**Umbrella bending of InH₃: energy and dipole against simple angular laws**

The table holds the energy above the planar minimum and the dipole of InH₃ along a rigid umbrella scan, at restricted PBE/def2-TZVP with a core potential on indium and no spin-orbit coupling. The program tests a parabola in the bend $\delta = 90^\circ - x$, an overlap term $\cos^2x$, a repulsion term $1/\sin x - 1$ and the sum of the last two, and it fits the dipole to $\cos x$. The parabola holds within about 1 kJ/mol in all bent rows, the overlap term alone is too soft and the repulsion term alone too stiff, and their sum fits to 0.10 kJ/mol rms with constants that trade against each other. The dipole follows $5.67\cos x$ D with an rms error of 0.012 D. The output also gives the harmonic umbrella wavenumber from the curvature and an order-of-magnitude point-charge estimate of the H–H repulsion.

PySCF 2.14.0 calculations at the spin-restricted PBE/def2-TZVP level with density fitting, the ECP28 core potential on In and no spin-orbit coupling, for an isolated singlet InH₃ molecule. The umbrella scan is rigid, with all three In–H bonds fixed at 1.74 Å, and energies E are relative to the relaxed planar structure.

## Script

```python
# Table: rigid umbrella scan of InH3 (x = bond-to-C3-axis angle), energy above the relaxed planar
# structure (kJ/mol) and dipole (D); PySCF 2.14.0, PBE/def2-TZVP with ECP on In, restricted, no spin-orbit.
# Tested: E = k*delta^2 (delta = 90-x); overlap term cos^2 x, 1/r term (1/sin x - 1), their sum; dipole = 3 m cos x.
T = {
    'x': [55, 60, 65, 70, 75, 80, 85, 90],  # °
    'e0': [217.6, 158.5, 109.7, 70.2, 39.5, 17.6, 4.4, 0.0],  # kJ/mol
    'd0': [3.23, 2.84, 2.41, 1.95, 1.48, 0.99, 0.49, 0.0],  # D
}
import numpy as np
from scipy import constants as C
x = np.array(T['x'], float); E = np.array(T['e0'], float); D = np.array(T['d0'], float)
# further outputs of the same runs (less vetted): total energies (Eh), dipoles (D); bond length from the caption
Eh = np.array([-191.798393, -191.82089, -191.839486, -191.854536, -191.866206, -191.874555, -191.879583, -191.881259])
Dr = np.array([3.23167, 2.838569, 2.408557, 1.950986, 1.474922, 0.98796, 0.49509, 0.00014882])
r = 1.74
h2k = C.physical_constants['Hartree energy'][0]*C.N_A/1e3
Er = (Eh-Eh[-1])*h2k
b = x < 90; dl = 90-x; t = np.radians(x); c = np.cos(t); s = np.sin(t)
print("floors: E 0.05 kJ/mol, dipole 0.005 D; unrounded E about %.3f kJ/mol" % (1e-6*h2k))
print("table vs unrounded: max |dE| %.2f kJ/mol, max |dD| %.4f D" % (abs(E-Er).max(), abs(D-Dr).max()))
print("x  HInH/deg  HH/A  2cot^2x  E/d^2 (+-floor)  unrounded E/d^2 [kJ/mol/deg^2]")
for i in range(len(x)):
    al = np.degrees(np.arccos(1-1.5*s[i]**2))
    tail = "%.4f (%.4f)  %.4f" % (E[i]/dl[i]**2, 0.05/dl[i]**2, Er[i]/dl[i]**2) if b[i] else "reference row"
    print("%2d  %5.1f  %.2f  %.2f  %s" % (x[i], al, np.sqrt(3)*r*s[i], 2*(c[i]/s[i])**2, tail))
q2 = Er[b]/dl[b]**2
print("unrounded E/d^2: min at x=%d, spread %.1f %% of mean" % (x[b][q2.argmin()], 100*np.ptp(q2)/q2.mean()))
p = np.polyfit(np.log(dl[b]), np.log(E[b]), 1)[0]
print("log-log slope E vs delta: %.3f (harmonic 2; spring in H-In-H angle starts at 4)" % p)
mods = {"k d^2": [dl**2], "A cos^2": [c**2], "B(1/sin-1)": [1/s-1], "A+B sum": [c**2, 1/s-1]}
print("fits to table E; residual model-table in kJ/mol for x = " + " ".join("%d" % v for v in x[b]))
for n, f in mods.items():
    M = np.array(f).T[b]; w = np.linalg.lstsq(M, E[b], rcond=None)[0]; R = M@w-E[b]
    print("%s: par %s; rms %.2f; worst x=%d" % (n, np.round(w, 4 if n == "k d^2" else 1), np.sqrt(np.mean(R**2)), x[b][abs(R).argmax()]))
    print("   res " + " ".join("%+.2f" % v for v in R))
i0, i1 = list(x).index(80), list(x).index(55); dev = {}
for n in ["k d^2", "A cos^2", "B(1/sin-1)"]:
    f = mods[n][0]; pr = E[i0]*f[i1]/f[i0]; dev[n] = 100*(pr/E[i1]-1)
    print("%s scaled at x=80 predicts x=55: %.1f vs %.1f kJ/mol (%+.1f %%)" % (n, pr, E[i1], dev[n]))
dr = np.radians(dl[b])
w = np.linalg.lstsq(np.array([dr**2, dr**4, dr**6]).T, Er[b], rcond=None)[0]
print("unrounded even series: c2 %.1f, c4 %.1f, c6 %.1f kJ/mol/rad^n" % tuple(w))
print("c2 = %.4f kJ/mol/deg^2; at x=55 quartic %+.1f, sextic %+.1f kJ/mol" % (w[0]*(np.pi/180)**2, w[1]*dr[0]**4, w[2]*dr[0]**6))
mH = C.m_p+C.m_e; mIn = 115*C.atomic_mass  # mass number 115
mu = 3*mH*mIn/(mIn+3*mH); K = 2*w[0]*1e3/C.N_A/(r*1e-10)**2; om = np.sqrt(K/mu)
print("harmonic umbrella: K %.0f N/m, %.0f cm-1, zero-point rms angle %.1f deg" % (K, om/(2*np.pi*C.c*100), np.degrees(np.sqrt(C.hbar/(2*mu*om))/(r*1e-10))))
P = (c[b]@D[b])/(c[b]@c[b]); RD = P*c[b]-D[b]
print("dipole = P cos x: P %.2f D, per bond %.2f D, rms %.3f D, worst x=%d" % (P, P/3, np.sqrt(np.mean(RD**2)), x[b][abs(RD).argmax()]))
print("   res/D     " + " ".join("%+.3f" % v for v in RD))
print("   D/cos x   " + " ".join("%.2f" % v for v in D[b]/c[b]))
print("   floor     " + " ".join("%.2f" % v for v in 0.005/c[b]))
print("   unrounded " + " ".join("%.3f" % v for v in Dr[b]/c[b]))
print("   unrounded spread %.1f %% of mean" % (100*np.ptp(Dr[b]/c[b])/np.mean(Dr[b]/c[b])))
deb = 1e-21/C.c; q = P/3*deb/(r*1e-10*C.e)
V = 3*q**2*C.e**2/(4*np.pi*C.epsilon_0*np.sqrt(3)*r*1e-10)*(1/s[i1]-1)*C.N_A/1e3
print("crude point charge |q| %.2f e; H-H Coulomb rise at x=55 %.0f kJ/mol = %.0f %% of E (order only)" % (q, V, 100*V/E[i1]))
assert np.all(np.diff(E) < 0) and np.all(np.diff(D) < 0)
assert 1.9 < p < 2.1
assert dev["A cos^2"] < 0 < dev["B(1/sin-1)"]
assert np.ptp(D[b]/c[b]) < 0.05*P
```

Output:

```
floors: E 0.05 kJ/mol, dipole 0.005 D; unrounded E about 0.003 kJ/mol
table vs unrounded: max |dE| 0.04 kJ/mol, max |dD| 0.0051 D
x  HInH/deg  HH/A  2cot^2x  E/d^2 (+-floor)  unrounded E/d^2 [kJ/mol/deg^2]
55   90.4  2.47  0.98  0.1776 (0.0000)  0.1776
60   97.2  2.61  0.67  0.1761 (0.0001)  0.1761
65  103.4  2.73  0.43  0.1755 (0.0001)  0.1755
70  108.9  2.83  0.26  0.1755 (0.0001)  0.1754
75  113.5  2.91  0.14  0.1756 (0.0002)  0.1757
80  117.1  2.97  0.06  0.1760 (0.0005)  0.1760
85  119.2  3.00  0.02  0.1760 (0.0020)  0.1760
90  120.0  3.01  0.00  reference row
unrounded E/d^2: min at x=70, spread 1.3 % of mean
log-log slope E vs delta: 2.002 (harmonic 2; spring in H-In-H angle starts at 4)
fits to table E; residual model-table in kJ/mol for x = 55 60 65 70 75 80 85
k d^2: par [0.1768]; rms 0.59; worst x=55
   res -1.06 +0.59 +0.78 +0.51 +0.27 +0.08 +0.02
A cos^2: par [641.3]; rms 3.95; worst x=55
   res -6.61 +1.83 +4.84 +4.82 +3.46 +1.74 +0.47
B(1/sin-1): par [1012.5]; rms 3.96; worst x=55
   res +5.93 -1.87 -5.03 -5.22 -3.78 -1.98 -0.53
A+B sum: par [321.6 506. ]; rms 0.10; worst x=60
   res -0.09 +0.18 +0.05 -0.11 -0.11 -0.10 -0.02
k d^2 scaled at x=80 predicts x=55: 215.6 vs 217.6 kJ/mol (-0.9 %)
A cos^2 scaled at x=80 predicts x=55: 192.0 vs 217.6 kJ/mol (-11.8 %)
B(1/sin-1) scaled at x=80 predicts x=55: 251.9 vs 217.6 kJ/mol (+15.8 %)
unrounded even series: c2 578.7, c4 -40.0, c6 138.6 kJ/mol/rad^n
c2 = 0.1763 kJ/mol/deg^2; at x=55 quartic -5.6, sextic +7.2 kJ/mol
harmonic umbrella: K 63 N/m, 605 cm-1, zero-point rms angle 3.2 deg
dipole = P cos x: P 5.67 D, per bond 1.89 D, rms 0.012 D, worst x=55
   res/D     +0.024 -0.003 -0.012 -0.010 -0.012 -0.005 +0.004
   D/cos x   5.63 5.68 5.70 5.70 5.72 5.70 5.62
   floor     0.01 0.01 0.01 0.01 0.02 0.03 0.06
   unrounded 5.634 5.677 5.699 5.704 5.699 5.689 5.681
   unrounded spread 1.2 % of mean
crude point charge |q| 0.23 e; H-H Coulomb rise at x=55 16 kJ/mol = 7 % of E (order only)
```
